**Ru$^{5+}$ ($4d^3$) in a tetrahedron of point charges: first excitation and $\chi T$ against distance**

The table holds the first excitation and $\chi T$ at 2, 50 and 300 K for five distances of four $-2e$ charges, from state-averaged CASSCF(4d) with spin-orbit state interaction (OpenMolcas, ANO-RCC-VDZP, DKH2). The program builds a $d^3$ ligand-field model on 120 determinants, takes $B$, $C$ and $10Dq$ from the spin-free terms at 1.970 and 2.090 Å, extends $10Dq$ by a power law and fits one spin-orbit constant to the five gaps. With $\zeta\approx1460$ cm$^{-1}$ the gaps agree within 6 cm$^{-1}$ and the unfitted $\chi T$ within 0.002 cm$^3$ K/mol, the worst rows being the two with extrapolated field, while a quartets-only version misses by up to 20 cm$^{-1}$ and 0.020. The output also splits $\chi T$ into a Curie part, which falls towards the $^4F_{3/2}$ value, and a Van Vleck term, which gives about half of $\chi T$ at 300 K, where the first excited doublet holds at most 1 %. The point-charge field is too small, and the model's crossing to low spin near $20B$ is an extrapolation.

Ru5+ in a regular tetrahedron of four point charges of −2 e at varied distance, from OpenMolcas 26.06: state-averaged CASSCF with the 4d shell active, ANO-RCC-VDZP basis, DKH2 Hamiltonian and point nucleus. Spin-orbit coupling enters by state interaction with atomic mean-field integrals. χT is the powder susceptibility times temperature by Van Vleck's formula.

## Numerical check

```python
# Table: first excitation and chiT (2, 50, 300 K) of Ru5+ (4d3) in four -2 e charges (Td) versus distance;
# OpenMolcas CASSCF(4d) + spin-orbit state interaction, ANO-RCC-VDZP, DKH2. Tested: d3 ligand-field model
# (B, C, 10Dq from spin-free states, one fitted zeta), quartets-only variant, Curie + Van Vleck split of chiT.
T = {
    'charge_distance': [1.83, 1.97, 2.05, 2.09, 2.26],  # Å
    'gap': [823, 932, 988, 1010, 1110],  # 1/cm
    'chi_2': [0.12, 0.103, 0.096, 0.093, 0.084],  # cm3 K/mol
    'chi_50': [0.141, 0.121, 0.114, 0.11, 0.101],  # cm3 K/mol
    'chi_300': [0.256, 0.223, 0.21, 0.205, 0.188],  # cm3 K/mol
}
import numpy as np, itertools as it
from scipy import constants as sc
from scipy.optimize import minimize_scalar, brentq
R, gap, c2, c50, c300 = (np.array(T[k], float) for k in ('charge_distance', 'gap', 'chi_2', 'chi_50', 'chi_300'))
# further outputs of the same runs: rows 1.97, 2.09 (cm-1, share); all rows (lowering, finer chiT at 2, 50, 300 K)
T2, A2 = np.array([2247.04, 1699.63]), np.array([4978.49, 3778.67])
dA1, dA2 = np.array([18493.71, 17971.70]), np.array([38271.27, 37794.90])
gx, shr = [931.76, 1014.28], [0.78207, 0.73323]
low = np.array([2193.5, 2382.0, 2480.1, 2526.2, 2700.2])
f2 = np.array([.12025, .1026, .095572, .092716, .084374]); f50 = np.array([.1414, .12148, .11355, .11031, .10075])
f300 = np.array([.25574, .22307, .20998, .2046, .1881])
kc = sc.k/(sc.h*sc.c*100); C0 = 0.1*sc.N_A*sc.value('Bohr magneton')**2/sc.k; ge = -sc.value('electron g factor')
m = np.arange(2, -3, -1.); K = np.kron; I = np.eye
lp = K(np.diag(np.sqrt(6-m[1:]*(m[1:]+1)), 1), I(2)); lz = K(np.diag(m), I(2))
sp = K(I(5), np.array([[0, 1.], [0, 0]])); sz = K(I(5), np.diag([.5, -.5]))
Pe = np.zeros((5, 5)); Pe[2, 2] = 1; Pe[np.ix_([0, 4], [0, 4])] = .5
Q = np.zeros((1000, 120))
for j, d in enumerate(it.combinations(range(10), 3)):
    for p in it.permutations(range(3)):
        Q[100*d[p[0]]+10*d[p[1]]+d[p[2]], j] = round(np.linalg.det(I(3)[list(p)]))/6**.5
op = lambda h: 3*Q.T@K(h, I(1000//len(h)))@Q
w, U = np.linalg.eigh(12*I(100)+2*K(lz, lz)+K(lp, lp.T)+K(lp.T, lp)); L = np.rint((np.sqrt(1+4*abs(w))-1)/2).astype(int)
VB, VC = (op(U@np.diag(np.array(v, float)[L])@U.T) for v in ([14, 7, -3, -8, 4], [7, 0, 2, 0, 2]))
CF, SO, M = op(K(.4*I(5)-Pe, I(2))), op(lz@sz+.5*(lp@sp.T+lp.T@sp)), op(lz+ge*sz)
D2 = A2-T2; Bs = (dA2-dA1)/20; Cs = (dA1-T2-4*Bs)/3; B, C = Bs.mean(), Cs.mean()
n = np.log(D2[0]/D2[1])/np.log(R[3]/R[1]); D = D2[0]*(R[1]/R)**n
H = lambda d, z, c: B*VB+c*VC+d*CF+z*SO
def G(d, z, c): e = np.linalg.eigvalsh(H(d, z, c)); return e[4]-e[0]
def full(d, z, c):
    e, u = np.linalg.eigh(H(d, z, c)); e0, u0 = np.linalg.eigh(H(d, 0, c)); E = e-e[0]; M2 = (u.T@M@u)**2; o = []
    for t in (2, 50, 300):
        b = np.exp(-E/(kc*t)); dE = E[None, :]-E[:, None]; dg = abs(dE) < 1e-2
        W = np.where(dg, b[:, None], kc*t*(b[:, None]-b[None, :])/np.where(dg, 1, dE)); o.append(C0*(M2*W).sum()/b.sum())
    return E[4], o, e0[0]-e[0], ((u0[:, :12].T@u[:, :4])**2).sum()/4
print(f"rows 1.97, 2.09: 10Dq {D2.round(0)}, B {Bs.round(0)}, C {Cs.round(0)} cm-1; 10Dq ~ R^-{n:.2f} (point charge 5)")
print(f"1.97->2.09: 10Dq {100*(D2[1]/D2[0]-1):+.1f}%, 4T2 {100*(T2[1]/T2[0]-1):+.1f}%, gap {100*(gx[1]/gx[0]-1):+.1f}%")
print(f"first->last row: gap {100*(gap[-1]/gap[0]-1):+.0f}%, chi2 {100*(c2[-1]/c2[0]-1):+.0f}%, chi300 {100*(c300[-1]/c300[0]-1):+.0f}%, lowering {100*(low[-1]/low[0]-1):+.0f}%")
print("rounding floor: gap 0.5 cm-1 (<1000), 5 cm-1 (>1000); chiT 0.0005; table slope 2e-5 cm3/mol")
for name, c in (("quartets only", 1e6), ("all 120 states", C)):
    z = minimize_scalar(lambda x: sum((G(d, x, c)/g-1)**2 for d, g in zip(D, gap)), bounds=(800, 2500), method='bounded', options={'xatol': .1}).x
    print(f"{name}: zeta = {z:.0f} cm-1; model (model - calculation); 1.83, 2.26 use extrapolated 10Dq")
    print("R/A 10Dq 10Dq/zeta gap/cm-1 chi2 chi50 chi300 lowering/cm-1 4T1share")
    for i in range(5):
        g, o, lo, s = full(D[i], z, c)
        print(f"{R[i]:.2f} {D[i]:.0f} {D[i]/z:.2f} {g:.0f}({g-gap[i]:+.0f}) {o[0]:.4f}({o[0]-c2[i]:+.4f}) {o[1]:.4f}({o[1]-c50[i]:+.4f}) {o[2]:.4f}({o[2]-c300[i]:+.4f}) {lo:.0f}({lo-low[i]:+.0f}) {s:.3f}")
print(f"calculated 4T1 share at 1.97, 2.09: {shr}")
zz = [brentq(lambda x: G(d, x, C)-g, 800, 2500) for d, g in zip(D2, gx)]
print(f"zeta row by row from unrounded gaps: {zz[0]:.0f}, {zz[1]:.0f} cm-1 ({100*(zz[1]/zz[0]-1):+.1f}%)")
print(f"first-order limits: gap 5z/6 = {5*z/6:.0f}, lowering 2z = {2*z:.0f} (free), 3z/4 = {.75*z:.0f} (4T1) cm-1")
for d in (1e-6, 5000, 10000):
    g, o, lo, s = full(d, z, C); print(f"model at 10Dq {d:.0f}: gap {g:.0f}, chi2 {o[0]:.4f}, chi300 {o[2]:.4f}, slope {(o[1]-o[0])/48:.2e}, lowering {lo:.0f}")
gJ = 1-.6*(ge-1); free = C0/3*gJ**2*3.75
print(f"4F3/2: g {gJ:.4f}, chiT {free:.4f}; spin-only {C0/3*ge**2*3.75:.3f}; 1.6 N muB^2 = {1.6*C0*kc:.3f} cm3/mol cm-1")
print(f"kT: {50*kc:.0f} cm-1 (50 K), {300*kc:.0f} cm-1 (300 K)")
sl = (f50-f2)/48; cu = f2-2*sl; x = .5*np.exp(-gap/(300*kc))
print("R/A slope(table) slope(fine) Curie Curie/free slope*gap linear300 excess300 TIP%of300 G7%at300K")
for i in range(5):
    print(f"{R[i]:.2f} {(c50[i]-c2[i])/48:.1e} {sl[i]:.2e} {cu[i]:.4f} {cu[i]/free:.2f} {sl[i]*gap[i]:.3f} {cu[i]+300*sl[i]:.4f} {f300[i]-cu[i]-300*sl[i]:+.4f} {3e4*sl[i]/f300[i]:.0f} {100*x[i]/(1+x[i]):.2f}")
cr = next((d for d in range(10000, 40000, 500) if G(d, 0, C) > 1), float('nan'))
print(f"spin-free model turns low spin near 10Dq {cr:.0f} cm-1 = {cr/B:.0f} B = {cr/D[0]:.1f} x field at 1.83 A (extrapolation)")
assert np.all(np.diff(gap) > 0) and D2[1] < D2[0]
assert np.all(np.diff(c2) < 0) and c2.min() > free
assert 4 < n < 5.5
assert np.all(c300 > c50) and np.all(x < 0.02)
```

Running it gives:

```
rows 1.97, 2.09: 10Dq [2731. 2079.], B [989. 991.], C [4097. 4102.] cm-1; 10Dq ~ R^-4.62 (point charge 5)
1.97->2.09: 10Dq -23.9%, 4T2 -24.4%, gap +8.9%
first->last row: gap +35%, chi2 -30%, chi300 -27%, lowering +23%
rounding floor: gap 0.5 cm-1 (<1000), 5 cm-1 (>1000); chiT 0.0005; table slope 2e-5 cm3/mol
quartets only: zeta = 1739 cm-1; model (model - calculation); 1.83, 2.26 use extrapolated 10Dq
R/A 10Dq 10Dq/zeta gap/cm-1 chi2 chi50 chi300 lowering/cm-1 4T1share
1.83 3839 2.21 803(-20) 0.1138(-0.0062) 0.1328(-0.0082) 0.2359(-0.0201) 2329(+135) 0.831
1.97 2731 1.57 931(-1) 0.1013(-0.0017) 0.1185(-0.0025) 0.2109(-0.0121) 2530(+148) 0.774
2.05 2273 1.31 993(+5) 0.0956(-0.0004) 0.1121(-0.0019) 0.2009(-0.0091) 2633(+153) 0.742
2.09 2079 1.20 1022(+12) 0.0931(+0.0001) 0.1094(-0.0006) 0.1966(-0.0084) 2680(+154) 0.726
2.26 1449 0.83 1122(+12) 0.0849(+0.0009) 0.1005(-0.0005) 0.1833(-0.0047) 2857(+157) 0.666
all 120 states: zeta = 1458 cm-1; model (model - calculation); 1.83, 2.26 use extrapolated 10Dq
R/A 10Dq 10Dq/zeta gap/cm-1 chi2 chi50 chi300 lowering/cm-1 4T1share
1.83 3839 2.63 827(+4) 0.1197(-0.0003) 0.1407(-0.0003) 0.2543(-0.0017) 2211(+17) 0.840
1.97 2731 1.87 932(-0) 0.1025(-0.0005) 0.1214(+0.0004) 0.2229(-0.0001) 2385(+3) 0.783
2.05 2273 1.56 986(-2) 0.0956(-0.0004) 0.1136(-0.0004) 0.2102(+0.0002) 2477(-3) 0.750
2.09 2079 1.43 1012(+2) 0.0929(-0.0001) 0.1105(+0.0005) 0.2050(+0.0000) 2520(-6) 0.734
2.26 1449 0.99 1104(-6) 0.0847(+0.0007) 0.1011(+0.0001) 0.1890(+0.0010) 2685(-15) 0.671
calculated 4T1 share at 1.97, 2.09: [0.78207, 0.73323]
zeta row by row from unrounded gaps: 1458, 1461 cm-1 (+0.2%)
first-order limits: gap 5z/6 = 1215, lowering 2z = 2916 (free), 3z/4 = 1094 (4T1) cm-1
model at 10Dq 0: gap 1424, chi2 0.0774, chi300 0.1658, slope 2.91e-04, lowering 3297
model at 10Dq 5000: gap 747, chi2 0.1379, chi300 0.2870, slope 4.86e-04, lowering 2079
model at 10Dq 10000: gap 619, chi2 0.2138, chi300 0.4014, slope 6.28e-04, lowering 1821
4F3/2: g 0.3986, chiT 0.0745; spin-only 1.880; 1.6 N muB^2 = 0.417 cm3/mol cm-1
kT: 35 cm-1 (50 K), 209 cm-1 (300 K)
R/A slope(table) slope(fine) Curie Curie/free slope*gap linear300 excess300 TIP%of300 G7%at300K
1.83 4.4e-04 4.41e-04 0.1194 1.60 0.363 0.2516 +0.0042 52 0.96
1.97 3.8e-04 3.93e-04 0.1018 1.37 0.367 0.2198 +0.0033 53 0.57
2.05 3.8e-04 3.75e-04 0.0948 1.27 0.370 0.2072 +0.0028 54 0.44
2.09 3.5e-04 3.67e-04 0.0920 1.23 0.370 0.2019 +0.0027 54 0.39
2.26 3.5e-04 3.41e-04 0.0837 1.12 0.379 0.1860 +0.0021 54 0.24
spin-free model turns low spin near 10Dq 20000 cm-1 = 20 B = 5.2 x field at 1.83 A (extrapolation)
```
